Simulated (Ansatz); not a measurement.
**Abstraction of F: SnH2F2 + C3H5 → SnH2F + C3H5F**

Species: SnH2F2 `[F][SnH2][F]`, singlet; C3H5 `[CH2]C=C`, doublet; SnH2F `[F][SnH2]`, doublet; C3H5F `C=CCF`, singlet. A radical takes F: the energy is the difference in strength between the Sn–F bond broken and the C–F bond made.

Shapes, held fixed at every level: PBE0-D4/def2-TZVP. Flexible molecules stand in one conformer, not always the lowest. Programs: Ansatz 0.2.0. Electronic energies: no zero-point or thermal term.

(1) Estimate ΔE of this reaction.

Results:

(1) B2PLYP/def2-TZVPP gives ΔE = +83.2 kJ/mol; the levels span +75.6 to +114.7. The median of the levels is +83.1. No measured value is set beside it here. Spin contamination: C3H5 (⟨S²⟩ up to 0.95). Open shells run unrestricted unless RO is named. For atoms past krypton def2 sets carry core potentials with scalar relativity. Correlated rows may include outer-core shells of Sn, which these sets cover unevenly. Times are processor times on shared x86 and Arm servers, and rough.

```json
{"level": "HF/def2-TZVPP", "kind": "Hartree–Fock", "ΔE (kJ/mol)": "+114.7", "CPU time (sum over the molecules)": "–"}
{"level": "PBE-D4/def2-TZVPP", "kind": "GGA", "ΔE (kJ/mol)": "+75.6", "CPU time (sum over the molecules)": "13 s"}
{"level": "B3LYP-D4/def2-TZVPP", "kind": "global hybrid", "ΔE (kJ/mol)": "+83.1", "CPU time (sum over the molecules)": "18 s"}
{"level": "PBE0-D4/def2-TZVPP", "kind": "global hybrid", "ΔE (kJ/mol)": "+79.3", "CPU time (sum over the molecules)": "15 s"}
{"level": "wB97M-V/def2-TZVPP", "kind": "range-separated hybrid", "ΔE (kJ/mol)": "+76.5", "CPU time (sum over the molecules)": "52 s"}
{"level": "wB97X-V/def2-TZVPP", "kind": "range-separated hybrid", "ΔE (kJ/mol)": "+85.0", "CPU time (sum over the molecules)": "37 s"}
{"level": "B2PLYP/def2-TZVPP", "kind": "double hybrid", "ΔE (kJ/mol)": "+83.2", "CPU time (sum over the molecules)": "23 s"}
```

Every level makes fluorine transfer from tin to the allyl radical clearly endothermic, so the Sn–F bond broken is stronger than the allylic C–F bond made. Two effects work in the same direction. The large electronegativity difference between tin and fluorine gives Sn–F a strong ionic contribution, while forming the C–F bond costs the allyl radical its π delocalisation. An alkyl radical without that resonance would probably find the abstraction less unfavourable.

Hartree–Fock stands apart at +114.7 kJ/mol, probably because missing correlation penalises the C–F bond more than the Sn–F bond. The density functionals agree on the sign and approximate size, but not on a finer ordering by class: the two range-separated hybrids, at +76.5 and +85.0 kJ/mol, bracket both global hybrids and the double hybrid.

Read in reverse, the result gives the stannyl radical an energetic driving force to take fluorine from allyl fluoride, but says nothing about the barrier, which commonly makes C–F bonds resistant to tin radicals.
